# Margin comments on density-matrix response by perturbed purification

**1. Conventions.** The basis is orthonormal, energies are in hartree ($E_h$), and $H(\lambda)=H^{(0)}+\lambda H^{(1)}$ is a real symmetric Fock or Kohn-Sham matrix. The target is the projector $P$ on the $N$ lowest spatial orbitals, with eigenvalues 0 and 1. With fixed bounds $\epsilon_{\min},\epsilon_{\max}$ on the spectrum and $W=\epsilon_{\max}-\epsilon_{\min}$,

$$X_0^{(0)}=\frac{\epsilon_{\max}-H^{(0)}}{W},\qquad X_0^{(1)}=-\frac{H^{(1)}}{W}.$$

Trace-correcting purification (Niklasson, 2002) takes $X\to X^2$ if $\mathrm{Tr}\,X\ge N$ and $X\to 2X-X^2$ otherwise. Differentiating at $\lambda=0$ (Niklasson and Challacombe, 2004) gives

$$X^{(1)}_{n+1}=\{X_n^{(0)},X_n^{(1)}\}\quad\text{or}\quad X^{(1)}_{n+1}=2X_n^{(1)}-\{X_n^{(0)},X_n^{(1)}\}.$$

The sequence of branches is read from $X^{(0)}$ and frozen. Neither it nor the bounds are differentiated.

**2. The closed form.** Let $f_n(\epsilon)$ be the composed polynomial, initial linear map included, and $x_p=f_n(\epsilon_p)$. In the eigenbasis of $H^{(0)}$ the anticommutator multiplies element $pq$ by $x_p+x_q$. Since $x_p^2-x_q^2=(x_p+x_q)(x_p-x_q)$, a step multiplies $X^{(1)}_{pq}$ and $x_p-x_q$ by the same factor, $x_p+x_q$ or $2-x_p-x_q$. Induction from the linear $f_0$ gives

$$X^{(1)}_{n,pq}=H^{(1)}_{pq}\,\frac{f_n(\epsilon_p)-f_n(\epsilon_q)}{\epsilon_p-\epsilon_q},$$

with $f_n'(\epsilon_p)$ for $\epsilon_p=\epsilon_q$. When $f_n\to1$ on occupied and $f_n\to0$ on virtual levels, with vanishing slope, the occupied-virtual element tends to $-H^{(1)}_{ia}/(\epsilon_a-\epsilon_i)$ and the other blocks to zero, as $P^{(1)}=\{P^{(0)},P^{(1)}\}$ demands. This is the exact response to the given $H^{(1)}$. Self-consistency is a separate loop (comment 11).

**3. Dimensional analysis.** Keep one occupied level $o$ and one virtual level $v$, $N=1$, gap $\Delta$, mean energy $\bar\epsilon$. Two levels with tight bounds have $W=\Delta$; a ratio below one means that the bounds belong to a wider spectrum or are loose. $f_n$ sees only two numbers,

$$\xi=\Delta/W,\qquad m_0=(\epsilon_{\max}-\bar\epsilon)/W .$$

The recursion is linear in $H^{(1)}$, so

$$X^{(1)}_{ov}=-\frac{H^{(1)}_{ov}}{\Delta}\,d_n,\qquad X^{(1)}_{pp}=-\frac{H^{(1)}_{pp}}{\Delta}\,g_n^{p},$$

with $d_n=x_o-x_v$, $g_n^p=-\Delta f_n'(\epsilon_p)$ and $d_0=g_0^p=\xi$. The wanted element is the exact one times the current eigenvalue gap $d_n$. The step count depends on $\xi$, $m_0$ and the relative tolerance $\tau$, never on the size of $H^{(1)}$.

**4. An exact two-variable map.** With $m=(x_o+x_v)/2$ and $y=\max(m,1-m)$, both branches read

$$d'=2y\,d,\qquad \sigma=y^2+d^2/4,\qquad y'=\max(\sigma,1-\sigma).$$

Because $y\ge1/2$, $d_n$ never decreases, and the off-diagonal response approaches its limit from below in magnitude. A gap centred in the interval, $y=1/2$, has multiplier 1: its first step gains nothing.

**5. Small $\xi$: the logarithm and its prefactor.** For $d\ll1$ the map is $y'=\max(y^2,1-y^2)$, which leaves $[1/2,3/4]$ invariant. There the two-step gain $4yy'$ has its minimum $\sqrt2$ at $y=1/\sqrt2$ and its maximum $27/16$ at $y=3/4$. A decade in $1/\xi$ therefore costs between 8.8 and 13.3 steps. The fixed point $y=1-y^2$ lies at $\beta=(\sqrt5-1)/2=0.618$, where the branches alternate and each step gains $2\beta=1.236$:

$$D_n=\xi(2\beta)^n,\qquad n=\frac{\ln(D_n/\xi)}{\ln2\beta},$$

which is 4.72 steps per factor $e$ and 10.86 per decade.

Leading correction: put $y=\beta+c\,d^2$ into $y'=1-y^2-d^2/4$. At order $d^2$, $4\beta^2c=-2\beta c-1/4$, so $c=-1/[4(5-\sqrt5)]=-0.0905$. The fixed point is unstable, but a free deviation grows as $(2\beta)^n$ and the driven one as $(2\beta)^{2n}$, so the driven one dominates. Summing $\ln(d'/d)=\ln2\beta+(c/\beta)d^2$ as a geometric series gives

$$d_n\simeq D_n(1-\kappa D_n^2),\qquad \kappa=\frac{-c}{\beta(4\beta^2-1)}=0.277,$$

up to relative terms of order $\xi D_n$, $\xi^2$ and $D_n^4$. The correction reaches 10 % at $D=\sqrt{0.1/\kappa}=0.60$, which marks the end of the growth phase.

**6. Numbers.** Take $\Delta=0.20\,E_h$, $W=2.0\,E_h$ and $\bar\epsilon$ at $1.236\,E_h$ below $\epsilon_{\max}$, so that $\xi=0.1$, $m_0=\beta$, $x_o=0.668$, $x_v=0.568$. The trace rule alternates through all 20 steps, squaring first.

| $n$ | $1-d_n$ | $g_n^o$ | $g_n^v$ |
|---|---|---|---|
| 0 | 0.900 | 0.100 | 0.100 |
| 4 | 0.770 | 0.213 | 0.236 |
| 8 | 0.497 | 0.353 | 0.500 |
| 11 | 0.200 | 0.615 | 0.275 |
| 12 | 0.121 | 0.183 | 0.522 |
| 14 | $2.14\times10^{-2}$ | $3.14\times10^{-2}$ | 0.205 |
| 16 | $7.76\times10^{-4}$ | $4.81\times10^{-4}$ | $1.60\times10^{-2}$ |
| 17 | $3.01\times10^{-5}$ | $9.63\times10^{-4}$ | $2.43\times10^{-5}$ |
| 18 | $1.16\times10^{-6}$ | $5.68\times10^{-8}$ | $4.86\times10^{-5}$ |
| 20 | $2.69\times10^{-12}$ | $3.95\times10^{-16}$ | $2.25\times10^{-10}$ |

At $n=4$, $D_4=0.2334$, the corrected value is 0.2299 and the iteration gives 0.2304; the remaining 0.0005 comes from the dropped terms, which are visible because $\xi$ is not much smaller than $D_4$. The crossover $D=0.60$ falls at $n\approx8.5$. Until then the unwanted diagonal elements grow together with the wanted one, since a slope and a divided difference are alike while $f_n$ is nearly linear across the gap.

**7. Small $\tau$: the second logarithm.** Write $a=1-x_o$, $b=x_v$, so $1-d=a+b$. One pair of steps is $F(x)=2x^2-x^4$, and near convergence $a\to4a^2$, $b\to2b^2$: the quantities $\ln(1/4a)$ and $\ln(1/2b)$ double per pair. In the example $b$ dominates at even $n$. Define $\chi(x)=\lim_k2^{-k}\ln[1/2F^{k}(x)]$ for $0<x<\beta$, with $F^k$ the $k$-fold composition. It obeys $\chi(F(x))=2\chi(x)$, while $F$ stretches the distance $\delta=\beta-x$ by $F'(\beta)=4\beta^2=1.528$. Hence $\chi\propto\delta^{\,p}$ for small $\delta$, up to a factor periodic in $\ln\delta$, with $p=\ln2/\ln4\beta^2=1.635$. Setting $\delta=\xi/2$, $b=\tau$, $n=2k$,

$$n\simeq10.86\,\log_{10}(1/\xi)+2\log_2\ln(1/2\tau)+n_0 .$$

The row $n=18$, where $\ln(1/2b)=12.97$, fixes $n_0=-0.26$. For $\tau=10^{-6}$ the middle term is 7.43, and the alternating sequence needs about 29 steps at $\xi=10^{-2}$ and 40 at $\xi=10^{-3}$. Tightening $\tau$ to $10^{-12}$ adds 2.1 steps. The two terms are equal at $\xi^*=[\ln(1/2\tau)]^{-1/p}$, which is 0.21 for $\tau=10^{-6}$. Above $\xi^*$ the tolerance sets the cost, below it the gap.

**8. The diagonal blocks lag.** Per pair $g^v\to4b\,g^v$ while $b\to2b^2$, so $g^v/b$ doubles, as $\ln(1/2b)$ does:

$$g^v\simeq C\,b\,\ln(1/2b),\qquad C=\xi\,|\chi'|/\chi .$$

A pure power law gives $C=p\,\xi/\delta=2p=3.27$. The iteration gives $g^v/b=41.9$ at $n=18$ and $C=3.23$; the power law omits the periodic factor and the corrections in $\xi$. Idempotency of $X^{(0)}$ to $\tau$ thus leaves $X^{(1)}$ converged only to about $3\tau\ln(1/2\tau)$, and one further pair removes the lag. The columns $g$ also oscillate, since squaring doubles the occupied block and $2X-X^2$ the virtual one.

The lag has a physical face. For a static field $\mathcal F$ along $z$, $H^{(1)}=z$ and $\lambda=\mathcal F$ in atomic units, and a doubly occupied level gives $\alpha=-2\,\mathrm{Tr}\,(zX^{(1)})$:

$$\alpha_n=\frac{2}{\Delta}\left[2d_nz_{ov}^2+g_n^oz_{oo}^2+g_n^vz_{vv}^2\right].$$

With $z_{ov}=2.0\,a_0$ the limit is $4z_{ov}^2/\Delta=80$ a.u. The diagonal terms depend on the origin, because a uniform shift of the levels against a frozen $f_n$ changes the fractional occupations. For $z_{oo}=z_{vv}=10\,a_0$ they add 0.049 a.u. at $n=18$, against a deficit of $9.3\times10^{-5}$ a.u. in the first term. Keeping only $PX^{(1)}(1-P)$ and its transpose removes them.

**9. Large $\xi$.** Let $s=1-\xi\to0$ with $a_0=b_0=s/2$, where the subscript is the step. One pair gives $a_2=(2a_0-a_0^2)^2$ and $b_2=2b_0^2-b_0^4$, so

$$1-d_2=\tfrac32s^2-\tfrac12s^3+\dots,\qquad g_2^o=4s+O(s^2),\qquad g_2^v=2s+O(s^2).$$

The wanted block is off at second order in $s$, the unwanted blocks at first order. At $\xi=1$, $X^{(0)}_0$ is already the projector and $X^{(1)}_{ov}$ is exact at step zero, yet $g_0=1$: two steps, one of each branch, are still needed to clear the diagonal.

**10. Gap near one end of the interval.** Deep core levels push $m_0$ toward 0, high virtual levels toward 1. Put $y_0=e^{-t}$ with $\xi\ll t\ll1$. The same branch repeats, $y_k=e^{-u}$ with $u=2^kt$, and

$$d_k=\xi\,2^ky_0^{\,2^k-1}=\frac{\xi}{t}\,u\,e^{-u}\,[1+t+\dots].$$

The gap nearly doubles per step while $u\ll1$. Handing over at $y_k=\beta$, $u=\ln(1/\beta)=0.481$, leaves $d=0.297\,\xi/t$, and the term $10.86\log_{10}(1/\xi)$ of comment 7 is replaced by

$$\log_2\frac{0.481}{t}+10.86\,\log_{10}\frac{t}{0.297\,\xi}.$$

The ratio $\xi/t$ is close to the gap over the distance to the nearer bound. Widening the far side at fixed $\xi/t$ costs one step per doubling, 3.32 per decade. For $\xi=10^{-3}$ and $t=10^{-2}$ the sum is $5.6+16.6=22.2$ in place of 32.6. A general $t$ does not land on $\beta$; the second prefactor is then only known to lie between 8.8 and 13.3.

**11. The coupled loop.** In closed-shell Hartree-Fock with field-independent real orbitals the Fock matrix is $h+2J[P]-K[P]$, and an element $u=P^{(1)}_{ov}$ feeds back as $H^{(1)}_{ov}=z_{ov}+\Gamma u$ with $\Gamma=3(ov|ov)-(oo|vv)$. In Kohn-Sham theory $\Gamma$ is built from the Hartree and exchange-correlation kernel. With the diagonal blocks projected out, $u=-d_n(z_{ov}+\Gamma u)/\Delta$, so

$$u_n=-\frac{d_nz_{ov}}{\Delta+d_n\Gamma},\qquad 1-\frac{u_n}{u_\infty}=\frac{(1-d_n)\Delta}{\Delta+d_n\Gamma}.$$

For $|\Gamma|\ll\Delta$ the residual of comment 7 is multiplied by $1-\Gamma/\Delta$. As $\Gamma\to-\Delta$, the onset of a real singlet instability, the factor diverges. Plain iteration contracts by $d_n|\Gamma|/\Delta$ per cycle and, with $d_n\approx1$, fails for $|\Gamma|>\Delta$. An illustrative $\Gamma=-0.10\,E_h$ gives $\alpha=4z_{ov}^2/(\Delta+\Gamma)=160$ a.u., doubles the residual and needs 20 cycles for $10^{-6}$. The $X_n^{(0)}$ and the branch sequence are the same in every cycle.

**12. Size of the perturbation.** With $V=\lambda H^{(1)}_{ov}$ and no diagonal coupling, the exact uncoupled projector has

$$P_{ov}=-\frac{V}{\sqrt{\Delta^2+4V^2}}=-\frac V\Delta\left[1-2\frac{V^2}{\Delta^2}+\dots\right].$$

The series converges for $|V|<\Delta/2$; for $|V|\gg\Delta$, $P_{ov}\to-\tfrac12\,\mathrm{sgn}V\,[1-\Delta^2/8V^2]$ and first order means nothing. A field of $10^{-3}$ a.u. gives $V=0.002\,E_h$, $V/\Delta=0.01$ and a relative third-order term $2\times10^{-4}$. The residual $1-d_n$ falls below it between steps 16 and 17. Beyond that point a comparison with a finite-field projector sees the nonlinearity, not the recursion.

**13. Dropped matrix elements.** A truncation error $\eta$ put into $X^{(1)}_{ov}$ at step $n$ is carried by the same factors as the signal and ends as $\eta/d_n$. If all such errors have one sign, the growth phase at the fixed point gives $\sum_n\eta/D_n=(3+\sqrt5)\,\eta/\xi=5.24\,\eta/\xi$, dominated by the first steps; errors in $X^{(0)}$ add to this. At convergence the multiplier is $x_o+x_v=1$. The occupied-virtual block is then neither damped nor amplified, so each extra step adds up to $\eta$ and none is removed. The step count grows as $\ln(W/\Delta)$, but the sensitivity to a fixed threshold grows as $W/\Delta$.